Student: I have a Si MOSFET wire with side probes 0.15 µm apart, and I am told that its four-probe resistance fluctuates with gate voltage by an amount that stays finite as the probes approach each other. A segment of zero length has zero resistance. What is left to fluctuate?

Lecturer: The probes. Take an H made of diffusive wires, all of width W and resistance per unit length r. A segment of length L joins junction A to junction B. Arms 1 and 2 leave A, arms 3 and 4 leave B, and each arm runs much farther than the phase-coherence length L_φ before it reaches its reservoir. R_ab,cd = (V_c − V_d)/I, with I entering at a, leaving at b, and no net current in c and d. The local measurement is R_13,24, the non-local one R_12,34. I write R_φ = rL_φ and ℓ = L/L_φ. The premises are these. First, linear response. Second, the mean free path l_e and W are small against L and L_φ, so one coordinate x along each wire is enough. Third, (e²/h)R_φ ≪ 1, so interference is a first-order perturbation. Fourth, dephasing enters as one rate 1/τ_φ, with L_φ² = Dτ_φ and D the diffusion constant. The fifth is the correlator of the conductivity, which comes in step two.

Student: And step one?

Lecturer: Ohm's law for a coherent sample is non-local. With E = −dV/dx the gradient of the electrochemical potential per charge,

I(x) = ∫dx′ Σ(x,x′) E(x′),  Σ = δ(x−x′)/r + δΣ(x,x′),

the integral running over the whole network. Invert to first order:

E(x) = r I(x) − r² ∫dx′ δΣ(x,x′) I(x′).

The H has no loops, so current conservation fixes I(x) = I u(x), where u = ±1 on the path from a to b, the sign following the chosen orientation of each wire, and u = 0 elsewhere. The voltage is the line integral of E from c to d, V_c − V_d = ∫dx w(x)E(x), with w defined like u for the path from c to d. Hence

R = r∫w u dx − r² ∫∫dx dx′ w(x) δΣ(x,x′) u(x′).

The first term is rL for the local measurement and zero for the non-local one. The second is δR, once the mean of δΣ, the weak-localisation shift, is subtracted.

Student: You integrate E along a probe that carries no current. There E should vanish.

Lecturer: Classically. The inverted equation says that at a point x on the probe, where I(x) = 0, the field is −r²∫δΣ(x,x′)I(x′)dx′. An electron diffuses from the current path into the probe and back with its phase intact, so the probe must build up a random field to hold its net current at zero. The voltmeter reads the reservoir at the far end and collects that field.

Student: Then I need the statistics of δΣ.

Lecturer: Step two, the fifth premise, taken from impurity perturbation theory. Let P solve (−d²/dx² + 1/L_φ²)P(x,y) = δ(x−y) on the network. P/D is the probability density of diffusing from y to x, integrated over time with weight exp(−t/τ_φ). Without thermal smearing,

⟨δΣ(1,2)δΣ(3,4)⟩ = s²(e²/h)² { a δ(1−3)δ(2−4) P_d(1,2)² + a δ(1−4)δ(2−3) P_c(1,2)² + b δ(1−2)δ(3−4)[P_d(1,3)² + P_c(1,3)²] },

where the arguments label positions, s is the level degeneracy, and a and b are pure numbers. Σ(1,2) is a loop of amplitudes from 1 to 2 and back. The product of two such loops survives the impurity average when they follow the same scatterers, which takes two diffusion propagators, hence P². If they run in the same sense, 1 pairs with 3: the diffuson P_d. If in the opposite sense, 1 pairs with 4: the cooperon P_c. The b terms are fluctuations of the local density of states. For measurements at fields B and B′, the decay constant 1/L_φ² gains (e(B−B′)W/ħ)²/12 in P_d and (e(B+B′)W/ħ)²/12 in P_c. Onsager's relation Σ(1,2;B) = Σ(2,1;−B) exchanges the first two terms, which is why they share one coefficient.

Student: I have read that the conductivity correlator has long-range tails. You show delta functions.

Lecturer: The full correlator has further terms that make it divergence-free, as Kane, Serota and Lee discussed in 1988. Each is a gradient in one of the four arguments of a function that vanishes in the reservoirs. Integrate it by parts against u or w. These are constant on each wire and conserved at each junction, so only boundary terms at the reservoirs remain, and those vanish.

Student: And a and b? I don't want "of order one".

Lecturer: Two universal results, taken as given, fix them. Apply the formula to a coherent two-terminal wire: u = w = 1, δG = −δR/(rL)², P vanishes at both ends, and ∫∫P² = Σ 1/q_n⁴ with q_n = nπ/L, which is L⁴/90. At B = 0, where P_c = P_d, var G = (2a + 2b)s²(e²/h)²/90. The universal variance is (2s²/15β)(e²/h)², with β = 1 at B = 0 and β = 2 when the cooperon is dead, so a + b = 6. For the split, the Einstein relation gives G = s e²ρD/L², with ρ the density of non-degenerate levels of the whole wire, and the spectral correlator is ⟨δρ(E)δρ(E+ε)⟩ = (1/βπ²) Re Σ (ħDq_n² − iε)⁻². At ε = 0 this contributes s²(e²/ħ)²/(βπ²) Σ(q_nL)⁻⁴ = (4s²/β)(e²/h)² Σ(q_nL)⁻⁴. With β = 1 that is 2b = 4. So b = 2 and a = 4.

Student: Insert it, then.

Lecturer: The product ⟨δR δR′⟩ carries the weight r⁴ w(1)u(2)w(3)u(4). The first term of the correlator turns it into w(1)²u(2)², the others into (wu)(x)·(wu)(y). Define

T₁ = ∫∫ w(x)² u(y)² P²,  T₂ = ∫∫ (wu)(x)(wu)(y) P².

Then ⟨δR(B)δR(B′)⟩ = s²(e²/h)² r⁴ [4T₁(d) + 2T₂(d) + 6T₂(c)], where d and c say which propagator is used. T₂ lives only where the two paths overlap. T₁ couples any point of the voltage path to any point of the current path, and needs no overlap. That answers your first question, and the rest is evaluation. Measure lengths in L_φ; T then scales as L_φ⁴, and r⁴L_φ⁴ = R_φ⁴.

Student: I need P at a junction.

Lecturer: Step three. P is continuous there, and for equal widths the outward derivatives sum to zero, since probability current is conserved. On an arm that does not contain the source, P falls as exp(−z) with distance z from the junction. Two such arms at A give P′ = 2P at x = 0 on the segment, and likewise P′ = −2P at x = ℓ. The homogeneous solution that obeys the first condition is φ(x) = cosh x + 2 sinh x, and φ(ℓ−x) obeys the second. Their Wronskian, evaluated at x = 0, is 2φ(ℓ) + φ′(ℓ), that is

Δ = 4 cosh ℓ + 5 sinh ℓ,

and the unit jump in slope at the source gives P(x,y) = φ(x)φ(ℓ−y)/Δ for x ≤ y. So P(A,A) = φ(ℓ)/Δ and P(A,B) = 1/Δ. For ℓ → 0, P(A,A) = 1/4, a four-arm cross; for ℓ → ∞ it is 1/3, a three-arm junction. A point at distance z along an arm multiplies P by exp(−z), P being symmetric in its arguments, so each arm integral of P² gives a factor 1/2.

Student: For R_13,24 the voltage path is arm 2, segment, arm 4, and the current path is arm 1, segment, arm 3. Nine pairs.

Lecturer: The pair segment–segment is T₂, which I call M. The other eight sum to N, so T₁ = N + M. Pairs (2,1) and (4,3) give (1/4)φ(ℓ)²/Δ² each. Pairs (2,3) and (4,1) give (1/4)/Δ² each. The four arm–segment pairs give (1/2)K(ℓ)/Δ² each, with K(ℓ) = ∫₀^ℓ φ² dy. Since φ(y)² = (5/2)cosh 2y + 2 sinh 2y − 3/2, K(ℓ) = (5/4)sinh 2ℓ + cosh 2ℓ − 3ℓ/2 − 1. Adding, N = [(φ(ℓ)² + 1)/2 + 2K(ℓ)]/Δ², or

N = (13 cosh 2ℓ + 14 sinh 2ℓ − 12ℓ − 9)/(4Δ²).

For M take twice the region x < y: M = (2/Δ²)∫₀^ℓ φ(ℓ−y)² K(y) dy. Write φ(z)² = (9/4)e^(2z) + (1/4)e^(−2z) − 3/2 and K(y) = (9/8)e^(2y) − (1/8)e^(−2y) − 3y/2 − 1, multiply out and integrate term by term:

M = [(81ℓ − 90)e^(2ℓ) − (ℓ + 2)e^(−2ℓ) + 36ℓ² + 96ℓ + 92]/(16Δ²).

At B = 0 the bracket in the variance is 4T₁ + 8T₂, so

rms δR = s(e²/h)R_φ² √(4N + 12M).

In a field that removes the cooperon, 4N + 6M stands under the root.

Student: Limits. Short segment first.

Lecturer: Expanding, N = (1/16)(1 + 3ℓ/2 + …) and M = ℓ²/16 + …. So rms δR = (s/2)(e²/h)R_φ²(1 + 3ℓ/4 + …). For s = 2 the plateau is (e²/h)R_φ². You can read it off the cross: four pairs of arms, each (1/4)²(1/2)², make 1/16. For a long segment Δ² → (81/4)e^(2ℓ), so N → 1/6 and M → ℓ/4 − 5/18. Then 4N + 12M → 3ℓ − 8/3 and rms δR → s(e²/h)R_φ² √(3L/L_φ): pieces of length about L_φ fluctuate independently and their variances add. In between, √(4N + 12M) is 0.543 at ℓ = 0.1, 0.791 at ℓ = 0.5 and 1.90 at ℓ = 2, against 1/2 at ℓ = 0.

Student: So "independent of length" is generous. At ℓ = 0.5 it is far above the plateau.

Lecturer: Agreed. The correction is linear in ℓ, so the plateau is a limit, approached slowly. What matters is that δR tends to a constant while R = rL tends to zero. If you form δR/R² and call it a conductance fluctuation, you get (s/2)(e²/h)(L_φ/L)² for L ≪ L_φ, and only there. For L ≫ L_φ it is s√3 (e²/h)(L_φ/L)^(3/2).

Student: The first grows without bound. That breaks universality, and surely your expansion too.

Lecturer: Neither. Universality concerns the two-terminal conductance of a coherent region, and 1/R_13,24 is no such conductance. The coherent region has size L_φ whatever L is, and δR/R_φ² is of order e²/h. The expansion parameter is δR/R_φ, of order (e²/h)R_φ, not δR/R. For small enough L the fluctuation exceeds rL and R changes sign, which a four-probe resistance may do; converting δR to δG = δR/R² has then lost its meaning, while δR is still right.

Student: Is any quantity flat for all L?

Lecturer: Nearly. Take a field strong enough to remove the cooperon and split R into parts even and odd in B, R_S,A = [R(B) ± R(−B)]/2. For B′ = B the bracket is 4T₁ + 2T₂. For B′ = −B the diffuson is removed and the cooperon restored, leaving 6T₂. Half the sum and half the difference give 2N + 6M for the variance of R_S and 2N for that of R_A. The growing M cancels from the odd part. √(2N) is 0.354 at ℓ = 0, 0.461 at ℓ = 0.5 and 0.577 at ℓ → ∞, an overall change by the factor √(8/3) = 1.63. The odd part comes from the neighbourhood of the junctions alone. Benoit and co-workers studied this in metal wires, and Skocpol and co-workers non-local potentials in Si inversion layers, both in 1987.

Student: Now R_12,34, where the voltage probes sit a distance d = L from the current path.

Lecturer: Step four. The current path is arms 1 and 2, the voltage path arms 3 and 4, and wu = 0 everywhere, so T₂ = 0. The four pairs of arms give (1/4)/Δ² each, T₁ = 1/Δ², and

rms δR = 2s(e²/h)R_φ² / [4 cosh(d/L_φ) + 5 sinh(d/L_φ)] → (4s/9)(e²/h)R_φ² exp(−d/L_φ).

The variance goes as P², exp(−2d/L_φ), and the rms as exp(−d/L_φ). At d = 0 it joins the plateau s/2. At large d, P(A,B) → (1/2)(2/3)² exp(−d/L_φ): the free value 1/2 with a factor 2/3 for each three-arm junction. Any further side arm on the way, far from the others on the scale of L_φ, costs another 2/3. With T₂ = 0 the cooperon has no weight: the variance is the same with and without field, and in a field the even and odd parts are equally large.

Student: Is the plateau universal, at least?

Lecturer: No, it depends on the probes. Let the two voltage arms of the cross have width γW. The field per unit current in them is r/γ, their area element is γW dx, and the propagator per unit area at the junction is L_φ divided by the sum of the four widths. The 1/16 becomes 4·(γ/γ²)·(2 + 2γ)⁻²·(1/4), and the rms changes by the factor 2/[(1 + γ)√γ], which is 0.47 for γ = 2.

Student: You said "without thermal smearing". At 1 K in silicon I doubt that.

Lecturer: Rightly, and it is not small. Step five. Each measurement averages over energy with −∂f/∂E, f the Fermi function, so the two energies differ by ε with the weight ∫f′(E)f′(E+ε)dE. In the variable ξ = ε/2k_BT this is F(ξ) = (ξ coth ξ − 1)/sinh²ξ, of unit area, with F(0) = 1/3. The propagator acquires a complex decay constant κ, with κ² = 1 − iετ_φ/ħ = 1 − 2iθξ in our units, θ = k_BTτ_φ/ħ = (L_φ/L_T)² and L_T = √(ħD/k_BT). On the segment P = φ(κx)φ(κ(ℓ−y))/[κΔ(κℓ)], and an arm integral of |P|² gives 1/(2 Re κ). The a terms pair one propagator with its conjugate and take |P|²; the b terms take Re P², as in the spectral correlator. At B = 0 the bracket becomes 4⟨N⟩ + 8⟨M⟩ + 4⟨M′⟩, with N and M built from |P|², M′ from Re P², and ⟨…⟩ the average over F. For the cross the variance is multiplied by

Φ = ∫dξ F(ξ) / [|κ|²(Re κ)²].

Put 2θξ = sinh t; then κ = cosh(t/2) − i sinh(t/2) and |κ|² = cosh t. For θ ≫ 1, F may be set to 1/3, and Φ → (1/6θ)∫dt/cosh²(t/2) = 2/(3θ). The plateau survives, reduced to (s/√6)(e²/h) r² L_φ L_T. Since Re κ ≥ 1, with equality at ε = 0, the non-local rms still falls as exp(−d/L_φ) at large d, up to a power of d: L_φ, not L_T, sets the range.

Student: Where does all this hold?

Lecturer: Collect the conditions. Diffusive and one-dimensional: k_F l_e ≫ 1 and l_e, W ≪ L, L_φ; the junctions were treated as points, with relative corrections of order W/L and l_e/L. Perturbative: (e²/h)R_φ ≪ 1, which is also the relative size of the next order. Arms uniform and long against L_φ; a reservoir or a flare within L_φ of a junction lowers P and with it δR. No loops, or u and w become fractional classical currents. Bias energy eIR_φ below the larger of k_BT and ħ/τ_φ. One exponential dephasing rate, which only approximates dephasing by electron–electron scattering in a wire. Weak spin–orbit scattering. A Zeeman energy large against ħ/τ_φ and k_BT turns s = 2 into two independent spin species and halves the variance. On Si(100) there are two valleys: s = 2 if intervalley scattering is fast against τ_φ, s = 4 for identical unmixed valleys, which doubles every rms. The non-local result also needs the classical stray signal, of order the sheet resistance times exp(−πd/W), to be small.

Student: Numbers for my device, please.

Lecturer: The inputs are illustrative, chosen to be typical of a narrow, disordered Si(100) inversion layer: n = 6 × 10¹⁶ m⁻², mobility µ = 0.15 m² V⁻¹ s⁻¹, in-plane mass about 0.19 m_e, W = 60 nm, T = 1 K, L_φ = 0.30 µm, L = 0.15 µm, B = 0, mixed valleys, s = 2. With two spins and two valleys k_F = √(πn) = 4.34 × 10⁸ m⁻¹, l_e = ħk_Fµ/e = 43 nm and k_F l_e = 19. D = ħk_F l_e/2m = 5.67 × 10⁻³ m² s⁻¹, τ_φ = 15.9 ps, L_T = 208 nm, θ = 2.08. The sheet resistance 1/(neµ) is 694 Ω, so R = 1.73 kΩ, R_φ = 3.47 kΩ, (e²/h)R_φ = 0.134 and the unit (e²/h)R_φ² = 466 Ω. The cooperon dies above √3ħ/(eWL_φ) = 0.063 T. At ℓ = 0.5, Δ = 7.116, N = 0.1062 and M = 0.0167. Without smearing the local rms is 1.58 units and the non-local one 4/Δ = 0.56 units.

Student: And with θ near two?

Lecturer: The integrals over F, done numerically, give Φ = 0.26 for the cross, so the plateau is 0.51 units, 0.24 kΩ. The local rms drops to 0.86 units, 0.40 kΩ, which is 23 per cent of R; dividing by ℓ² turns it into an apparent conductance fluctuation of about 3 e²/h. The non-local rms drops to 0.26 units, 0.12 kΩ, against a classical stray signal of about 0.3 Ω. Thermal smearing has roughly halved everything.

Student: How far do I trust 0.40 and 0.12?

Lecturer: As the model's values, not the device's. Here W/L = 0.4 and l_e/L = 0.29, so point junctions and pure diffusion are good to some tens of per cent, and even the second figure serves only to compare cases within the model. As typical knowledge, such channels show apparent fluctuations from about one to several e²/h when the probes sit within L_φ, the range in which the model falls. Real probes usually widen soon after they leave the channel, and then the model is too high, by about a factor of two for probes twice as wide as the channel. The scales are more robust than the prefactors: an amplitude set by R_φ and not by R, and non-local fluctuations, hundreds of times the classical stray signal, across probes that the current never passes.